## The quantity

The interaction energy is the energy of the cluster less the energies of its four parts, each frozen in the shape it has in the cluster; a negative value means bound. The parts are the vinyl-type radical CH₃S–C(Cl)=C•–F and three HF molecules in a hydrogen-bonded chain that starts at sulfur. The last HF is moved rigidly along its H···F contact, whose length r is the contact distance, and the energy is computed with BP86 in a small basis. The counterpoise value takes each part in the basis of the whole cluster, and the basis error is the counterpoise value less the uncorrected one.

The uncorrected value is split into terms. The electrostatic term is the Coulomb energy of the frozen densities, and the Pauli term is the cost of antisymmetrising the frozen orbitals, with exchange-correlation included. The orbital term is the gain when the orbitals relax. The dispersion term is zero by construction.

Rigid scan of one HF in the neutral doublet cluster of CH₃S–C(Cl)=C•–F with three HF, computed with PySCF 2.14.0 at the BP86/def2-SVP level with density fitting and no dispersion correction, in the gas phase from a GFN1-xTB geometry. Interaction energies are relative to the frozen parts (negative is bound), and the four terms sum to the uncorrected value.

```tsv
contact distance (Å)	interaction counterpoise (kcal/mol)	interaction uncorrected (kcal/mol)	electrostatic term (kcal/mol)	pauli term (kcal/mol)	orbital term (kcal/mol)	dispersion or correlation term (kcal/mol)
1.206	-10.390	-26.62	-68.06	135.31	-93.86	0.000
1.281	-15.550	-31.50	-62.87	119.22	-87.85	0.000
1.356	-18.770	-34.46	-58.57	107.41	-83.31	0.000
1.432	-20.600	-36.06	-55.08	98.86	-79.84	0.000
1.507	-21.460	-36.70	-52.31	92.77	-77.16	0.000
1.582	-21.630	-36.67	-50.13	88.51	-75.05	0.000
1.658	-21.330	-36.17	-48.45	85.62	-73.34	0.000
1.884	-18.920	-33.19	-45.49	82.01	-69.70	0.000
2.260	-13.630	-27.17	-44.09	83.02	-66.10	0.000
3.014	-8.080	-20.41	-42.54	84.14	-62.01	0.000
4.521	-8.340	-18.30	-35.25	72.54	-55.59	0.000
```

## Sizes to remember

The single terms are of order 50 to 100 kcal/mol and largely cancel. The counterpoise interaction is near −20 kcal/mol at the bottom of the well. The basis error, 10 to 16 kcal/mol, is of the same order as the binding itself.

The curve does not tend to zero, because every row holds all four parts and only one moves. The radical and the other two HF keep their very short contacts, S···H at 1.67 Å and H···F at 1.41 Å, in all rows. These contacts come from a tight-binding geometry and supply most of the Pauli term of 72.54 kcal/mol that is left in the last row. That remainder is a background and not a break, so only changes from row to row speak of the moving molecule.

## The simple pattern

For one receding contact, every term should shrink in size steadily, the Pauli term fastest because it follows the overlap of filled orbitals. The seven short rows obey this. From the lowest counterpoise row to the shortest row the Pauli term rises by 46.80 kcal/mol, while the electrostatic and orbital terms gain only 17.93 and 18.81. The balance of about 10 kcal/mol is the repulsive wall.

Orbital tails fall off roughly exponentially, so a term should run as y = y∞ + A·exp(−b·r), with y∞ the background. On equal steps, successive changes then stand in a constant ratio q, and after n steps y = y₀ + d₁(1 − qⁿ)/(1 − q), where y₀ is the first value and d₁ the first change. The first three rows fix y₀, d₁ and q exactly, and the later rows are compared with the curve continued from them. For the Pauli term, in kcal/mol:

- d₁ = 119.22 − 135.31 = −16.09 and d₂ = 107.41 − 119.22 = −11.81, so q = d₂/d₁ = 0.734
- y∞ = 135.31 − 16.09/(1 − 0.734) = 135.31 − 60.5 = 74.8
- at r = 3.014 Å, n = (3.014 − 1.206)/0.0753 = 24 and qⁿ is below 0.001, so the estimate is about 74.9
- the table has 84.14, an excess of about 9.3 in a row that took no part in fixing the curve

The residuals of all three terms stand in the output after the text.

## First break: the Pauli term turns up

The break is visible without any model. Between 1.884 and 3.014 Å the Pauli term rises by 2.13 kcal/mol although the hydrogen bond is being pulled apart. It then drops by 11.60 in the last step.

Against the geometric decay the excess grows from 3.45 kcal/mol at 1.884 Å to its largest value at 3.014 Å. Its size depends on the background, which moves to 76.4 when rows two to four are used and is 72.54 if the last row is taken. These choices put the excess at 3.014 Å at about 8 to 12 kcal/mol. But the step ratio is not constant even in the short rows: it falls from 0.734 to 0.678, and rows five to seven put the background at 79.5 and the excess near 5. The hump is far beyond rounding, but its size is not settled.

## The cause: a second contact

The coordinates show where the molecule goes. The straight path carries the fluorine of the moved HF (F14) past a methyl hydrogen of the radical (H7). Their distance falls from 2.43 Å in the first row to 1.83 Å at r = 3.014 Å and opens again to 2.49 Å in the last row. A van der Waals contact of F and H lies near 2.7 Å, as a rough recalled size, so no row is quite free of this contact, and at 3.014 Å the fluorine is pushed far into the C–H bond density.

Theory says what follows: filled orbitals of fluorine overlap the filled C–H bond orbital and must be made orthogonal to it, which costs kinetic energy. One repulsion fades while another grows, and the sum passes through a shallow dip and a hump. The numbers show that the largest excess and the shortest F14···H7 distance fall in the same row. That the contact accounts for the whole excess is inferred from this match and has not been tested by a control path. The Pauli term is built from the frozen orbitals of the parts in their own basis, so the hump does not depend on basis borrowing or on the state that the cluster calculation reaches.

The same approach brings attraction. The electrostatic term at 3.014 Å lies 4.41 kcal/mol below its geometric curve, as expected when a negative fluorine faces a slightly positive hydrogen and the densities interpenetrate. This size is softer, since the term also has a slow dipole tail and its background moves from −37.8 to −40.0 with rows two to four and to −42.8 with rows five to seven, where the shift is gone. On the curve from the first three rows, and if the whole shift belongs to the methyl contact, roughly half of the added repulsion is paid back in this way.

## Where the estimate fails

For the orbital term the step ratio rises from 0.755 to 0.810 over the short rows, and the last row lies 13.70 kcal/mol above the curve. A rising ratio is what a sum of a fast and a slow decay would give, and both kinds are expected here. Charge transfer follows overlap, whereas polarisation by a dipole falls as a power of r, and basis borrowing, which by the definitions enters on relaxation, fades slowly as well. No break can be sized in this term, and hence none in the total.

The fast part can be located in the six rows up to 1.582 Å, where the spin contamination is negligible and the state is a clean doublet. Across them the moved HF gives back 0.050 e and its neighbour regains 0.043 e, while the charge of the radical hardly changes. This suggests that the short-range orbital change belongs mainly to the HF···HF bond, though charges alone don't share out the energy.

## Second break: the order of the last two rows

The counterpoise interaction is weakest at 3.014 Å, at −8.08 kcal/mol, and strengthens to −8.34 in the last row. A clean dissociation would keep losing binding. Here the release of the methyl repulsion nearly cancels the attraction lost in the same step.

The sign of what remains rests on the basis error. The uncorrected value rises by 2.11 kcal/mol in this step and the basis error falls by 2.37, which leaves −0.26. The HF molecules carry 91% of the basis error in the rows examined, probably because a small basis describes the outer tails of the fluorine lone pairs poorly, so that each molecule borrows functions from its neighbours. The flattening shows with and without the correction, but the reversal is a small difference of larger numbers. Both also rest on the cluster keeping the same electronic state, for which the outputs at hand reach only to 1.582 Å. BP86 also lacks long-range dispersion, which should favour the row with the closer contact; whether it restores the order is untested.

Near the minimum the correction changes the depth much more than the position. A parabola through three rows moves only from 1.541 to 1.572 Å. Depths also refer to frozen parts: the deformation of 7.14 kcal/mol, mostly the stretched HF at sulfur, cuts the best counterpoise binding to −14.49.

## A neighbouring series, and etching

The same HF drawn away on a line that clears the methyl group should show a Pauli term that falls steadily to the background and, beyond the minimum, a total that rises steadily to the interaction of the remaining three parts. A relaxed scan would let the molecule swing round the methyl group and should remove most of the hump. The rule for a new case is to look for a break wherever the rigid path brings a second pair of atoms well inside van der Waals contact.

HF is an etchant in device making, and small clusters serve to model how it binds to fragments and residues. Binding curves from such scans need a check of the path and of the basis error before they are read as desorption energies. A gas-phase cluster from a short search stands for neither the global minimum nor a surface.

Output of the analysis:

```
energies kcal/mol, lengths A; rounding 0.005; largest |sum of terms - uncorrected| 0.010; step 0.0753
listed geometry: F12-H15 1.21; fixed S2-H11 1.67, F10-H11 1.04, F10-H13 1.41
closest F14-H7 1.82 at contact 2.82 (good to a few 0.01); rough recalled vdW sum F+H 2.7
contact F14-H7 F14-C1 H15-H7 basis err | table minus geometric decay: Pauli elec orbital
1.206  2.43  2.95  3.28   16.23 |  +0.00  +0.00  +0.00
1.281  2.38  2.92  3.23   15.95 |  +0.00  +0.00  +0.00
1.356  2.34  2.89  3.17   15.69 |  +0.00  +0.00  +0.00
1.432  2.29  2.86  3.11   15.46 |  +0.12  -0.07  +0.04
1.507  2.25  2.83  3.06   15.24 |  +0.39  -0.25  +0.13
1.582  2.20  2.80  3.00   15.04 |  +0.80  -0.52  +0.28
1.658  2.16  2.78  2.95   14.84 |  +1.34  -0.87  +0.51
1.884  2.05  2.72  2.80   14.27 |  +3.45  -2.13  +1.56
2.260  1.90  2.65  2.56   13.54 |  +7.40  -4.12  +3.67
3.014  1.83  2.68  2.22   12.33 |  +9.28  -4.41  +7.31
4.521  2.49  3.30  2.25    9.96 |  -2.28  +2.55 +13.70
Pauli: step ratios 0.734 0.724 0.712 0.700 0.678; decay 4.1 per A
  limit rows 1-3 74.8 (rounding +-0.2), rows 2-4 76.4, last row 72.54
elec: step ratios 0.829 0.812 0.794 0.787 0.771; decay 2.5 per A
  limit rows 1-3 -37.8 (rounding +-0.6), rows 2-4 -40.0, last row -35.25
orbital: step ratios 0.755 0.764 0.772 0.787 0.810; decay 3.7 per A
  limit rows 1-3 -69.3 (rounding +-0.3), rows 2-4 -68.6, last row -55.59
step: change of elec, Pauli, orbital, uncorrected, basis err, counterpoise | basis err per A
1.206->1.281  +5.19 -16.09  +6.01  -4.88  -0.28  -5.16 | -3.73
1.281->1.356  +4.30 -11.81  +4.54  -2.96  -0.26  -3.22 | -3.47
1.356->1.432  +3.49  -8.55  +3.47  -1.60  -0.23  -1.83 | -3.03
1.432->1.507  +2.77  -6.09  +2.68  -0.64  -0.22  -0.86 | -2.93
1.507->1.582  +2.18  -4.26  +2.11  +0.03  -0.20  -0.17 | -2.67
1.582->1.658  +1.68  -2.89  +1.71  +0.50  -0.20  +0.30 | -2.63
1.658->1.884  +2.96  -3.61  +3.64  +2.98  -0.57  +2.41 | -2.52
1.884->2.260  +1.40  +1.01  +3.60  +6.02  -0.73  +5.29 | -1.94
2.260->3.014  +1.55  +1.12  +4.09  +6.76  -1.21  +5.55 | -1.60
3.014->4.521  +7.29 -11.60  +6.42  +2.11  -2.37  -0.26 | -1.57
Pauli rise 1.884->3.014: +2.13; orbital plus basis err 3.014->4.521: +4.05
wall 1.582->1.206: Pauli +46.80, elec -17.93, orbital -18.81, uncorr +10.05, CP +11.24
uncorrected: lowest row 1.507, parabola minimum 1.541, depth below last row 18.40
counterpoise: lowest row 1.582, parabola minimum 1.572, depth below last row 13.29
basis err / |uncorrected|: 41% at 1.582, 60% at 3.014, 54% at 4.521
basis err by part (radical, HF 1-3) at 1.206: 1.39 5.09 5.15 4.60; HF share 91%
basis err by part (radical, HF 1-3) at 1.582: 1.41 5.00 4.51 4.11; HF share 91%
deformation sum 7.14; counterpoise binding at 1.582: -14.49
charge change 1.206->1.582 (radical, HF 1-3), e: -0.002 -0.005 -0.043 +0.050
```
